## Bohm–Staver sound velocity: limits and scaling

Gaussian units are used. Ions have valence $Z$, mass $M$ and density $n/Z$, with $n=3/4\pi(r_sa_0)^3$. Keeping only the $\mathbf G=0$ term of the dynamical matrix, with $v=4\pi e^2/q^2$, ionic form factor $w$ and electronic response $\chi$, the longitudinal mode obeys
$$\omega^2=\Omega_p^2\left[1+(w/Zv)^2\,v\chi\right],\qquad \Omega_p^2=4\pi nZe^2/M .$$
Point ions ($w=-Zv$) give $\omega^2=\Omega_p^2/\epsilon$. Static Thomas–Fermi screening, $\epsilon=1+k_{TF}^2/q^2$ with $k_{TF}^2=4\pi e^2\,\partial n/\partial\mu=4k_F/\pi a_0$, turns this into $\omega\to cq$,
$$c^2=\frac{\Omega_p^2}{k_{TF}^2}=\frac{Zm}{3M}v_F^2,\qquad \rho c^2=B_0=\tfrac23nE_F .$$
The charge $e$ cancels: electronic degeneracy pressure drives the ionic mass density $\rho$.

**Dimensions.** The dimensionless groups are $Z$, $m/M$, $r_s$, $q/k_F$ and $T/T_F$. With $\alpha=(4/9\pi)^{1/3}$ and $k_Fa_0=1/\alpha r_s$, $c=1.108\,(Zm/M)^{1/2}r_s^{-1}\,e^2/\hbar$. At fixed ion density $c\propto Z^{5/6}$.

**Lead.** Assumed inputs: $Z=4$, $r_s=2.30$, $M=207.2$ u. Then $k_F=0.834\,a_0^{-1}$, $k_{TF}=1.031\,a_0^{-1}$, $E_F=9.47$ eV, $\rho=11.39$ g cm$^{-3}$, $\hbar\Omega_p=44.0$ meV, $B_0=134$ GPa, and the model's velocity is $c=3.43$ km/s.

**Wave vector.** Lindhard screening multiplies $k_{TF}^2$ by $1-q^2/12k_F^2$ at small $q$ and by $4k_F^2/3q^2$ for $q\gg2k_F$:
$$\omega^2\simeq c^2q^2\left[1-\frac{q^2}{k_{TF}^2}+\frac{q^2}{12k_F^2}\right],\qquad \omega^2\simeq\Omega_p^2\left[1-\frac{4k_{TF}^2k_F^2}{3q^4}\right].$$
In Pb the Lindhard term at small $q$ is 0.13 of the Thomas–Fermi one. Sound crosses over to plasma oscillation at $q\sim k_{TF}$, but the Debye radius $q_D=(2/Z)^{1/3}k_F$ is only $0.64\,k_{TF}$, where Thomas–Fermi gives $\omega/cq=0.84$. For $Z=4$, $q_D$ exceeds $k_{TF}$ only below $r_s=0.95$.

**Mass ratio.** Static screening needs $s=c/v_F\ll1$; here $s=1.88\times10^{-3}$. For collisionless electrons at small $q$, $k_{TF}^2\to k_{TF}^2(1+i\pi s/2)$, so $\omega=cq(1-i\pi s/4)$, a Landau damping of $1.5\times10^{-3}$; the real shift is $O(s^2)$. Adiabaticity would fail at $M\sim Zm$.

**Temperature.** For isothermal electrons and negligible ionic pressure $c^2=(Z/M)\,n\,\partial\mu/\partial n$. For $T\ll T_F$, $c^2$ gains the factor $1+\frac{\pi^2}{12}(T/T_F)^2$, a change of $6\times10^{-6}$ at 300 K ($T_F=1.10\times10^5$ K). For $T\gg T_F$, $c^2=(Zk_BT/M)[1+\sqrt{2/9\pi}\,(T_F/T)^{3/2}]$. The leading asymptotes cross at $2T_F/3$.

**Coupling and core.** These corrections are large. As $q\to0$, a local kernel $f_{xc}$ multiplies $c^2$ by $1+f_{xc}\,\partial n/\partial\mu$, and an empty core, $w=-Zv\cos qr_c$, adds $\Omega_p^2r_c^2$. Both also follow from $B=n^2\,d^2(n\varepsilon)/dn^2$, with the energy per electron in atomic units
$$\varepsilon=\tfrac3{10}k_F^2-\tfrac{3}{4\pi}k_F-\tfrac9{10}Z^{2/3}/r_s+2\pi nr_c^2 .$$
The third term is the ion-sphere Madelung energy, which the $\mathbf G=0$ term lacks. Hence
$$B/B_0=1-\frac{\alpha r_s}{\pi}-\frac65\alpha^2Z^{2/3}r_s+k_{TF}^2r_c^2 .$$
Exchange alone cancels $B_0$ at $r_s=6.03$, the Madelung term at $r_s=1.22$ for $Z=4$, and the core term equals unity at $r_c=1/k_{TF}$. Bohm–Staver is thus controlled only for $Z^{2/3}r_s\ll1$ and $k_{TF}r_c\ll1$, and at fixed $r_c$ the core term grows as $1/r_s$. For Pb exchange gives $-0.38$ and Madelung $-1.89$. Fixing $r_c$ by zero pressure, $d\varepsilon/dn=0$, gives $r_c=1.44\,a_0$ and a core term $+2.20$, so $B/B_0=0.93$: closeness to unity is a cancellation of larger terms. The leading high-density correlation energy, $(1-\ln2)\pi^{-2}\ln r_s$, contributes $-0.04$ at fixed $r_c$, but it also lowers the pressure: zero pressure then requires $r_c=1.47\,a_0$, the core term rises by $0.09$ to $2.29$, and $B/B_0$ rises to $0.98$.

**Measurement.** The room-temperature constants compiled by Blaschke ($C_{11}=49.66$, $C_{12}=42.31$, $C_{44}=14.98$ GPa), with the density above, give longitudinal velocities $\sqrt{C_{11}/\rho}=2.09$ km/s along [100] and $\sqrt{(C_{11}+2C_{12}+4C_{44})/3\rho}=2.38$ km/s along [111]. The model's 3.43 km/s is too high by 64% and 44%. It has no shear stiffness, so its direct counterpart is $B=(C_{11}+2C_{12})/3=44.76$ GPa, or $0.33\,B_0$. The gap of $0.60\,B_0$ from the first-order estimate falls to what that estimate omits, among it the screened $\mathbf G\ne0$ terms that density functional perturbation theory sums in full. Halving $Z$ at fixed ion density would give 1.92 km/s, which shows how strongly $c$ depends on the count of free electrons. For Al (typical $Z=3$, $r_s=2.07$, $M=26.98$ u) the model's value is 9.15 km/s, roughly 40% above the typical longitudinal velocity.